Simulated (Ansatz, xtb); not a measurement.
Ligand exchange: C4H9F + SnH3(SH) → C4H10S + SnH3F

Gas-phase species: C4H9F `CC(C)CF`, singlet; SnH3(SH), singlet; C4H10S (isobutyl mercaptan) `CC(C)CS`, singlet; SnH3F `[F][SnH3]`, singlet. The partners trade F for SH: C–F and Sn–SH bonds give way to C–SH and Sn–F.

Shapes, held fixed at every level: PBE0-D4/def2-TZVP. Flexible molecules stand in one conformer, not always the lowest. Programs: Ansatz 0.2.0, xtb 6.7.1. Electronic energies: no zero-point or thermal term.

```csv
level,kind,ΔE (kJ/mol),less CCSD(T)/def2-TZVPP
GFN1-xTB,semi-empirical,+43.6,+60.8
HF/def2-TZVPP,Hartree–Fock,-5.9,+11.3
B3LYP-D4/def2-TZVPP,global hybrid,-17.6,-0.4
wB97M-V/def2-TZVPP,range-separated hybrid,-17.5,-0.3
wB97X-V/def2-TZVPP,range-separated hybrid,-18.9,-1.7
B2PLYP/def2-TZVPP,double hybrid,-18.4,-1.2
CCSD/def2-TZVPP,coupled cluster or CI,-15.2,+2.0
CCSD(T)/def2-TZVPP,coupled cluster or CI,-17.2,0.0
```

The highest level, CCSD(T)/def2-TZVPP, gives ΔE = -17.2 kJ/mol; the levels span -18.9 to +43.6. They disagree on the sign: 1 of 8 are positive. GFN1-xTB strays far from the other rows. The column of differences is taken from that level and isn't an error. No measured value is set beside it here. For atoms past krypton def2 sets carry core potentials with scalar relativity. Outer-core shells of Sn are correlated, in sets that cover them unevenly.

Fluorine moves from carbon to tin and SH the other way with a modest release of energy, -17.2 kJ/mol at CCSD(T). The preference is relative: the C–F bond given up is itself strong, and tin also binds sulfur well, so much of the gain from forming Sn–F is cancelled. What remains probably reflects the low electronegativity of tin, which gives Sn–F a large ionic contribution, whereas the softer, less electronegative sulfur loses less by moving to carbon.

Hartree–Fock already has the exchange downhill, so the direction doesn't depend on correlation, though correlation deepens it considerably; the triples add only a little. The hybrids and the double hybrid lie close to CCSD(T). GFN1-xTB alone reverses the sign, perhaps through an uneven description of the polar bonds to tin and carbon, and is unsuited to ranking this exchange.

The result supports a thermodynamic preference between isolated molecules, but says nothing about the barrier to breaking the C–F bond, which in an unactivated primary alkyl fluoride is usually substantial.
